## Recognising molecules by the way their electrons yield

An electric field pulls the electrons of a molecule one way and its nuclei the other, and so induces a dipole. The polarisability along the field is this induced dipole divided by the field strength. Six fluorine-containing molecules were treated in this way with density functional theory. Which molecule belongs to which row?

Neutral fluorine-containing molecules in the singlet state, each in a finite uniform electric field, computed with PySCF 2.14.0 using Kohn-Sham DFT with the B3LYP functional at GFN2-xTB geometries. The polarisability is the induced dipole along the field per unit field strength, and the electrons displaced are taken from the density response. The field strength is 0.01 atomic units in rows A, B, D and E, 0.008 in row C and 0.005 in row F. Candidates: C=CC(F)C=N, Fc1ccccc1, CF, C[O+](C)[BH2-]F, FB(F)F, C=C(F)/C(F)=C/C#N.

| row | polarisability along field (bohr^3) | electrons displaced (e) |
| --- | --- | --- |
| A | 51.04 | 0.134 |
| B | 45.67 | 0.125 |
| C | 17.43 | 0.041 |
| D | 17.03 | 0.049 |
| E | 61.00 | 0.156 |
| F | 80.78 | 0.080 |

The direction of the field matters, because a molecule can be soft along one axis and stiff along another. In BF₃, CH₃F and fluorobenzene the field lies along a bond to fluorine. In the two open-chain molecules, the fluoro-imine C=CC(F)C=N and the cyano-diene C=C(F)/C(F)=C/C#N, it points roughly across the chain. The remaining candidate is an adduct of dimethyl ether and fluoroborane, in which all bonds are single.

### One field for all rows

The column of electrons displaced invites a mistake. Row F shows only 0.080 e, which seems to place it between the small and the large responses, but its field is half as strong as that of row E. At equal field it would displace about 0.16 e, level with row E. This scaling assumes a response proportional to the field; in partial support, reversing the field changes the size of the induced dipole by less than 2 % in every row.

### Counting the electrons that can move

The polarisabilities form two groups: rows C and D lie near 17 bohr³, and the other four start at 46 bohr³. To see which molecules belong where, one must ask which electrons yield easily. A field distorts the electron cloud by mixing excited states into the ground state, and it does so most readily where electrons are loosely held. Fluorine holds its valence electrons close to a strongly attracting nucleus, so it adds many electrons but little response.

A better guide than the electron count is therefore the number of heavy atoms other than fluorine. BF₃ and CH₃F have one each, while the other candidates have four to six. Rows C and D must be these two small molecules. Their values differ by only 0.4 bohr³, too little to tell which is which.

A rough sum of atomic shares sharpens the argument for the large molecules. Take 9 bohr³ for carbon, 7 for nitrogen, 2.6 for hydrogen and 2 for fluorine, all rough recalled values. Fluorobenzene, C₆H₅F, then gets

6 × 9 + 5 × 2.6 + 1 × 2 = 69 bohr³.

The same sum gives about 64 bohr³ for the cyano-diene and 61 for the fluoro-imine. Boron is left out of this scheme because its share depends strongly on its bonding. The order favours fluorobenzene for row F, but the estimates lie too close together to settle the matter alone.

### How far the charge travels

The second column helps here. An induced dipole can be written as a charge times a distance:

polarisability × field = electrons displaced × effective distance.

The electrons displaced are those that leave one region of the molecule and gather in another, counted once. Much of this movement takes place within and around single atoms, so it is not the net charge passed from atom to atom. In atomic units the field of row F is 0.005, and the distance follows as 80.78 × 0.005 / 0.080 ≈ 5.0 bohr.

For row E the same division gives 3.9 bohr. At equal field the two rows displace almost the same charge, but row F carries it nearly 30 % farther. Almost the whole lead of row F in polarisability thus comes from distance.

A field in the plane of an aromatic ring can produce such a long shift, because the π electrons are shared by all six carbon atoms and can move from one side of the ring to the other. In a chain probed crosswise they have little room in the direction of the field. Plain size adds to this: from fluorine to the opposite hydrogen, fluorobenzene is longer along its field than the cyano-diene is across its chain. The part given to the π electrons rests on the known electronic structure of such molecules; the table itself shows only the longer distance. Together with the atomic sum, it makes fluorobenzene the well-supported choice for row F.

### The three rows in the middle

Rows B, A and E, in rising order, remain for the adduct, the fluoro-imine and the cyano-diene. The adduct has the fewest heavy atoms besides fluorine and no π bonds, which suggests row B. The cyano-diene has the most such atoms, which points to row E for it and to row A for the fluoro-imine. The cyano-diene is also conjugated, whereas a saturated carbon separates the two double bonds of the fluoro-imine. This is weaker support, because conjugation helps mainly when the field lies along the chain.

That order is probable, not certain. The atomic sum for the fluoro-imine, about 61 bohr³, lies much closer to row E than to row A, though still below the sum for the cyano-diene. Rows A and B are only about 5 bohr³ apart, a gap that a change of conformer, field direction or basis set could alter, and only one conformer of each molecule was computed.

### The labels

The rows with their labels:

| system | basis | field | formula | electrons | polarisability along field (bohr^3) | electrons displaced (e) |
| --- | --- | --- | --- | --- | --- | --- |
| FB(F)F | def2-svpd | -0.5142, 0.0, 0.0 V/angstrom | BF3 | 32 | 17.03 | 0.049 |
| CF | def2-svpd | 0.4114, 0.0, 0.0 V/angstrom | CH3F | 18 | 17.43 | 0.041 |
| C[O+](C)[BH2-]F | 6-311g(d,p) | 0.0, -0.5142, 0.0 V/angstrom | C2H8BFO | 42 | 45.67 | 0.125 |
| C=CC(F)C=N | def2-svpd | 0.0, 0.5142, 0.0 V/angstrom | C4H6FN | 46 | 51.04 | 0.134 |
| C=C(F)/C(F)=C/C#N | def2-svpd | 0.0, -0.5142, 0.0 V/angstrom | C5H3F2N | 58 | 61.00 | 0.156 |
| Fc1ccccc1 | def2-svpd | -0.2571, 0.0, 0.0 V/angstrom | C6H5F | 50 | 80.78 | 0.080 |

The probable order proves right, and row D turns out to be BF₃ and row C CH₃F. This pair shows the grip of fluorine most plainly: BF₃ has 32 electrons and CH₃F only 18, yet their polarisabilities are nearly equal. In a matching series with chlorine in place of fluorine, the halogen would contribute far more, since its valence electrons lie farther out and are held less tightly.

For each of the four boron-free molecules the computed value lies within about 17 % of the atomic sum, whose shares were not adjusted to these results. The sum is too high for CH₃F and both chain molecules, and too low for fluorobenzene. Part of the error is to be expected, because the sum stands for an average over all directions while the calculation gives one. The printed output lists the estimates and the effective distances.

Two comparisons need care. The adduct was computed in a basis without diffuse functions, which tends to lower a polarisability, so its place just below the fluoro-imine is insecure. The lead of fluorobenzene over the cyano-diene holds for the directions chosen here. Conjugated chains usually respond most strongly along their length, and a field turned that way would raise the value of the cyano-diene.

For insulators with a low dielectric constant k, the lesson is to have few loosely held electrons in a given volume. Fluorine serves this aim because it fills space with electrons that hardly yield. The k of a real film also depends on its density and pores, on vibrations and on any permanent dipoles that can turn, none of which enters the polarisabilities compared here.

Printed output of the fit:

```
Response at one common field:
                row  displaced at 0.010 a.u. in e  effective distance in bohr
             FB(F)F                         0.049                       3.476
                 CF                       0.05125                       3.401
    C[O+](C)[BH2-]F                         0.125                       3.654
         C=CC(F)C=N                         0.134                       3.809
  C=C(F)/C(F)=C/C#N                         0.156                        3.91
          Fc1ccccc1                          0.16                       5.049
Counts from the structures:
                row  heavy atoms other than F  electrons  polarisability per electron in bohr^3
             FB(F)F                         1         32                                 0.5322
                 CF                         1         18                                 0.9683
    C[O+](C)[BH2-]F                         4         42                                  1.087
         C=CC(F)C=N                         5         46                                   1.11
  C=C(F)/C(F)=C/C#N                         6         58                                  1.052
          Fc1ccccc1                         6         50                                  1.616
Common field of 0.010 a.u. in V/angstrom: 0.5142
Gap CH3F less BF3 in bohr^3: 0.4
Ratio of polarisabilities adduct to CH3F: 2.62
Gap fluoro-imine less adduct in bohr^3: 5.37
Gap cyano-diene less fluoro-imine in bohr^3: 9.96
Gap fluorobenzene less cyano-diene in bohr^3: 19.78
Ratio of polarisabilities fluorobenzene to cyano-diene: 1.324
Ratio of scaled displaced charge fluorobenzene to cyano-diene: 1.026
Ratio of effective distance fluorobenzene to cyano-diene: 1.291
Atom-sum estimate CH3F in bohr^3: 18.8
Atom-sum estimate fluoro-imine in bohr^3: 60.6
Atom-sum estimate cyano-diene in bohr^3: 63.8
Atom-sum estimate fluorobenzene in bohr^3: 69
Computed less estimate CH3F in percent of estimate: -7.287
Computed less estimate fluoro-imine in percent of estimate: -15.78
Computed less estimate cyano-diene in percent of estimate: -4.389
Computed less estimate fluorobenzene in percent of estimate: 17.07
```
